**Why do the hyperfine couplings of this radical follow the spin populations so badly?**

I am looking at unrestricted PBE results for the radical CH₃–CH–CH=NH.

Hyperfine couplings (¹³C, ¹⁴N, ¹H) and Mulliken spin populations of the gas-phase doublet radical CH₃–CH–CH=NH, computed with PySCF 2.14.0 (density fitting) at unrestricted PBE with IGLO-III on C and N and pcH-1 on H. The geometry is PBE0-D3(BJ)/def2-SVP. Heavy atoms are numbered from the methyl carbon; H5 averages the methyl hydrogens, and H8, H9 and H10 sit on C2, C3 and N4.

| atom | spin population (e) | A iso (MHz) | largest dipolar part (MHz) |
| --- | --- | --- | --- |
| C1 | -0.059 | -21.5 | 1.2 |
| C2 | 0.748 | 46.6 | 111.1 |
| C3 | -0.160 | -32.3 | 11.6 |
| N4 | 0.456 | 9.2 | 38.1 |
| H5 | 0.024 | 53.8 | 6.0 |
| H8 | -0.042 | -45.4 | 27.2 |
| H9 | 0.003 | 3.0 | 5.5 |
| H10 | -0.018 | -25.9 | 23.7 |

C2 has the most spin, yet a hydrogen with 0.024 has the largest A iso. N4 carries 0.456 and gives only 9.2 MHz. H8 and H10 are negative beside positive spin, and H9 is close to nothing although its carbon has −0.160. Is there a logic here, or are the populations useless?

**Answer**

The labels first: C1 is the methyl carbon, C2 the CH next to it, C3 the imine CH and N4 the nitrogen of the NH. H5 is the mean of the three methyl hydrogens; H8, H9 and H10 sit on C2, C3 and N4. The state is a 1-azaallyl π radical: C2–C3 is 1.42 Å, C3–N4 is 1.30 Å, and the axis of the g value nearest the free-electron one lies 3° from the normal to the C2–C3–N4 plane. Contamination is small ($\langle S^2\rangle = 0.761$ against 0.75), though the stability of the solution was not reported.

The columns measure different things. The spin population is the Mulliken excess of up over down electrons assigned to an atom, σ and π together. The coupling tensor probes the spin density $\rho(\mathbf r)$, with $\mathbf r = r\,\mathbf n$ measured from the nucleus:

$$A_{ij} = P\left[\frac{8\pi}{3}\rho(0)\,\delta_{ij} + \int \rho(\mathbf r)\,\frac{3n_in_j-\delta_{ij}}{r^3}\,d^3r\right],\qquad P=\frac{\mu_0}{4\pi h}\,g_e\mu_B\,g_N\mu_N .$$

The first term is A iso; the largest principal value of the second is the dipolar column. $P$ is positive for all three nuclei, so the sign of A iso is the sign of the spin density at the nucleus. A π orbital vanishes in the molecular plane. The dipolar term sees π spin directly, whereas A iso of an in-plane nucleus arises only from what that spin does to the σ and core electrons.

**C2, where the population works.** For spin $s$ in a p orbital on the nucleus, the angular average of $3\cos^2\theta-1$ along the axis is 4/5, so the largest value is $\tfrac45 P\langle r^{-3}\rangle s$. A Slater 2p orbital has $\langle r^{-3}\rangle=\zeta^3/3$, and Slater's rules give $\zeta=1.625$ for carbon, hence $1.43\,a_0^{-3}$. With $P = 134$ MHz $a_0^3$ (from a rough recalled ¹³C g factor of 1.4),

$$0.8\times134\times1.43\times0.748\approx115\ \text{MHz},$$

3% above the table's 111.1. Nothing was fitted. The same recipe lands 10% below the table for N4. Slater orbitals tend to be too diffuse near the nucleus, and a Mulliken total is not a pure π occupation, so some cancellation of errors is likely.

The formula also disposes of the small nitrogen numbers. $P$ is 3.5 times larger for ¹³C than for ¹⁴N and the spin ratio is 1.64, together a factor of 5.7. The tighter nitrogen orbital takes back $(1.950/1.625)^3 = 1.73$, leaving 3.3 against a dipolar ratio of 2.9 in the table. Dividing A iso by $8\pi P/3$ gives a density at the nucleus of 0.056 and 0.063 $a_0^{-3}$ per unit spin for C2 and N4. I would not lean on that closeness: each contact value is a difference of opposing core and valence polarisations, sensitive to basis and functional.

**H9, where it fails.** The standard argument for a hydrogen on a π centre is exchange. An up-spin π electron on C2 favours the up-spin electron of the C–H bond lying near carbon, which leaves down spin at the proton. The effect is first order in the π spin of the host atom, which is the McConnell relation $A_H = Q\,s_{\rm host}$. The signs agree for H8, H9 and H10. A one-constant fit to these three rows gives $Q\approx-58$ MHz, set almost wholly by H8 and H10, whose own ratios are −61 and −57 MHz. H9, also in the fit, should then be $-58\times(-0.160)\approx 9$ MHz and is 3.0.

Negative spin on C3 is expected, because the unpaired orbital has a near-node there and exchange polarises the doubly occupied π orbital. But McConnell's relation wants π spin only, and H9 taken at face value implies about −0.05. The exchange that puts opposite spin on H8 also acts on the C–C and C–N σ bonds and puts negative σ spin on any atom bonded to a spin centre. C3 has two such neighbours, with 1.204 between them. Scaling the −0.059 that C1 shows beside one neighbour suggests a σ share of order −0.1, a large part of the total. That is crude, since C1's population has a hyperconjugative part as well.

Two other entries point the same way. First, A iso divided by own spin is 364 MHz for C1, 202 for C3 and 62 for C2, which is no rule at all, but divided by neighbouring spin it is −29 MHz for C1 and −27 for C3. Both negative carbon couplings thus look mainly like the neighbours' doing. (A fit of own and neighbour constants to the three carbons still misses by up to 5 MHz and is only an illustration.) Second, integrating Slater 2p densities on C2, C3 and N4 with the full Mulliken weights gives 19.8 MHz for the most positive dipolar value at C3, or 28.2 for the largest magnitude, against 11.6; a smaller π share removes most of the excess. The numbers are consistent with the σ/π split without proving it, and polarisation of the C3–H9 bond by π spin on the neighbouring centres could share the blame.

**H5, a different mechanism.** Methyl hydrogens leave the nodal plane, so the singly occupied orbital itself has amplitude in their 1s functions, and the coupling is positive. The mixing amplitude goes as $\cos\theta$, with $\theta$ the dihedral angle between the C–H bond and the p axis on C2, and the spin as $\cos^2\theta$. The run gives the three hydrogens populations of 0.007, 0.046 and 0.019 at 68°, 6° and 53°; a line $0.047\cos^2\theta$ fitted to them misses by at most 0.002. For bonds 120° apart the mean of $\cos^2\theta$ is ½ at any rotation, so 53.8 MHz depends little on the methyl angle but belongs to no single site. If the coupling were purely $\cos^2\theta$, its amplitude would be 145 MHz per unit spin on C2, or $145\times0.748\approx108$ MHz, and the sites would span roughly 15 to 110 MHz.

A little s spin is worth a lot: the 1s density of a free hydrogen atom gives 1423 MHz per unit spin, whereas the π orbital on C2 has no density at its own nucleus. That is how 0.024 can rival 0.748. The product is only 34.1 MHz, though, below both the 53.8 of the table and the 46.6 of C2, so the population accounts for the rough size of the coupling but not for its first place. As a ruler it is poor: A iso over the hydrogen's own population has the right sign in all four rows but runs from about 900 to 2200 MHz, and the exact match at H10 is chance.

The integrated Slater model overshoots the dipolar column for all four hydrogen rows, by 14 to 26% for those in the plane and 69% for H5. The H5 figure takes the mean of the three largest values; if the column averages the three tensors first, the model value would be lower and part of that excess would come from the averaging alone. Point spins do far worse in the plane (91 MHz for H8 against 27.2) but only a little worse for H5 (11.7 MHz against the model's 10.1). In relative terms the model's worst row is C1, 5.2 against 1.2 MHz. My guess is that negative spin on C1, which the model omits, offsets the through-space field of C2. The output printed below lists every row.

**Neighbouring cases.** In allyl the two ends share spin equally; here the C=N form is favoured, as the bond lengths suggest, and carbon gets more. With oxygen in place of NH the same argument shifts spin further to carbon, enlarging the H8 and methyl couplings together. In a σ radical such as vinyl the unpaired orbital has s character at in-plane nuclei, and the radical carbon acquires a large positive A iso. A functional with exact exchange would usually polarise more strongly than PBE, which tends to over-delocalise spin, so every A iso here can be expected to shift, that of H5 included, since it depends on how far the spin delocalises into the methyl group. Before blaming the functional for a gap to a spectrum, note that this is one conformer, methyl syn to N4, and that out-of-plane motion, absent here, would make H8 and H10 less negative.

Output of the analysis:

```
rounding floor: spin 0.0005, MHz 0.05; P(H,C,N) = 534,134,38.2 MHz a0^3; P_C/P_N = 3.5
r/A: C1-C2 1.49 C2-C3 1.42 C3-N4 1.30; smallest-g axis vs normal 3 deg
one-centre C2: zeta 1.625, 2b|rho| 114.5, b|rho| 57.2, table 111.1 MHz, 2b err +3%, dip/|spin| 148.5
one-centre C3: zeta 1.625, 2b|rho| 24.5, b|rho| 12.2, table 11.6 MHz, 2b err +111%, dip/|spin| 72.5
one-centre N4: zeta 1.950, 2b|rho| 34.5, b|rho| 17.2, table 38.1 MHz, 2b err -10%, dip/|spin| 83.6
crude split of C3 spin: C1/C2 = -0.079, neighbours 1.204, sigma -0.09, pi -0.07
dipolar MHz: atom table | model top eig, err | max|eig| | top eig with crude C3 pi | point spins
 C1     1.2 |   5.2  +4.0 (+332%) |   5.2 |   5.3 |   nan
 C2   111.1 | 114.3  +3.2 (+3%) | 114.3 | 114.1 |   nan
 C3    11.6 |  19.8  +8.2 (+70%) |  28.2 |  12.5 |   nan
 N4    38.1 |  34.3  -3.8 (-10%) |  34.3 |  34.3 |   nan
 H5     6.0 |  10.1  +4.1 (+69%) |  10.1 |  10.5 |  11.7
 H8    27.2 |  34.1  +6.9 (+26%) |  34.1 |  34.7 |  90.8
 H9     5.5 |   6.4  +0.9 (+16%) |   6.4 |   5.9 |  10.0
 H10   23.7 |  27.1  +3.4 (+14%) |  27.1 |  27.7 |  62.1
McConnell fit, all three alpha H: Q = -58.3 MHz
 H8 on C2: A -45.4, A/spin -60.7, model -43.6, resid -1.8 MHz
 H10 on N4: A -25.9, A/spin -56.8, model -26.6, resid +0.7 MHz
 H9 on C3: A 3.0, A/spin -18.8, model 9.3, resid -6.3 MHz
 H9 with crude C3 pi spin: 3.8 MHz; pi spin implied by H9: -0.051
free H 1s: 1423 MHz per unit spin
 H5: own spin +0.0239, 1s model 34.1, table 53.8, A/own 2248 MHz
 H8: own spin -0.0424, 1s model -60.3, table -45.4, A/own 1071 MHz
 H9: own spin +0.0034, 1s model 4.8, table 3.0, A/own 892 MHz
 H10: own spin -0.0182, 1s model -25.9, table -25.9, A/own 1420 MHz
methyl H theta/deg [68.  6. 53.] cos^2 [0.14 0.99 0.35] mean 0.50
 spin = 0.0474 cos^2; residuals [ 0.0003 -0.0006  0.0017]
 A(H5)/spin(C2) = 71.9 MHz; B2 if B0=0: 145 MHz
C1: rho(0) -0.0192 a0^-3, per own spin 0.325, A/spin 364 MHz
C2: rho(0) +0.0416 a0^-3, per own spin 0.056, A/spin 62 MHz
C3: rho(0) -0.0288 a0^-3, per own spin 0.180, A/spin 202 MHz
N4: rho(0) +0.0287 a0^-3, per own spin 0.063, A/spin 20 MHz
A/neighbour spin: C1 -28.7, C3 -26.8 MHz; A(C2)/A(N4) 5.1, dip ratio 2.92, spin ratio 1.64
13C own/neighbour (Mulliken C3): 57/-22 MHz, resid C1,C2,C3 [-5.1  0.7  3.2]
13C own/neighbour (crude pi C3): 60/-25 MHz, resid C1,C2,C3 [-2.8  0.2  1.7]
```
